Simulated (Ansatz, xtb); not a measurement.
**Ligand exchange: SnH3(SH) + SiH3(SH) → SiH3(SnH3) + H2S2**

Gas-phase species: SnH3(SH), singlet; SiH3(SH) (sulfanylsilane), singlet; SiH3(SnH3), singlet; H2S2 `SS`, singlet. The partners trade SH for SiH3: Sn–SH and S–SiH3 bonds give way to Sn–SiH3 and S–SH.

Shapes, held fixed at every level: PBE0-D4/def2-TZVP. Flexible molecules stand in one conformer, not always the lowest. Programs: Ansatz 0.2.0, xtb 6.7.1, xtb 6.7.1 later snapshot. The zero-point and thermal change to 298 K, harmonic and unscaled (PBE0-D4/def2-TZVP), is -0.5 kJ/mol.

(1) Estimate ΔH(298 K) of this reaction.

Answers

(1) The highest level, CCSD(T)/def2-TZVPP, gives ΔH(298 K) = +130.3 kJ/mol; the levels span +102.6 to +148.7. The column of differences is taken from that level and isn't an error. No measured value is set beside it here. For atoms past krypton def2 sets carry core potentials with scalar relativity. Outer-core shells of Sn are correlated, in sets that cover them unevenly.

```json
{"level": "GFN2-xTB", "kind": "semi-empirical", "ΔH(298 K) (kJ/mol)": "+102.6", "less CCSD(T)/def2-TZVPP": "-27.7"}
{"level": "HF/def2-SVP", "kind": "Hartree–Fock", "ΔH(298 K) (kJ/mol)": "+148.7", "less CCSD(T)/def2-TZVPP": "+18.4"}
{"level": "PBE-D4/def2-TZVPP", "kind": "GGA", "ΔH(298 K) (kJ/mol)": "+112.1", "less CCSD(T)/def2-TZVPP": "-18.2"}
{"level": "B3LYP-D4/def2-TZVPP", "kind": "global hybrid", "ΔH(298 K) (kJ/mol)": "+121.6", "less CCSD(T)/def2-TZVPP": "-8.7"}
{"level": "B2PLYP/def2-TZVPP", "kind": "double hybrid", "ΔH(298 K) (kJ/mol)": "+128.5", "less CCSD(T)/def2-TZVPP": "-1.8"}
{"level": "CCSD(T)/def2-SVP", "kind": "coupled cluster or CI", "ΔH(298 K) (kJ/mol)": "+136.3", "less CCSD(T)/def2-TZVPP": "+6.0"}
{"level": "CCSD/def2-SVP", "kind": "coupled cluster or CI", "ΔH(298 K) (kJ/mol)": "+137.4", "less CCSD(T)/def2-TZVPP": "+7.1"}
{"level": "CCSD(T)/def2-TZVPP", "kind": "coupled cluster or CI", "ΔH(298 K) (kJ/mol)": "+130.3", "less CCSD(T)/def2-TZVPP": "0.0"}
```

The exchange is strongly endothermic at every level, so its direction in enthalpy is secure even though its size is not. Two polar bonds, Sn–S and Si–S, are given up for the nearly nonpolar Sn–Si and S–S bonds. The electronegativity difference that strengthens the reactant bonds is thus lost, and repulsion between lone pairs on adjacent sulfur atoms further weakens the S–S link. The thermal term of -0.5 kJ/mol confirms that the cost is almost wholly electronic.

In the def2-SVP basis, correlation lowers the enthalpy from +148.7 to +136.3 kJ/mol, probably because it favours the disulfide, with its adjacent lone pairs, more than the polar reactant bonds. Most of this is already captured by CCSD, and the triples change little. Enlarging the basis lowers the CCSD(T) value further, by more than the gap separating B2PLYP from CCSD(T)/def2-TZVPP, so that close agreement does not establish the double hybrid's accuracy for this reaction.
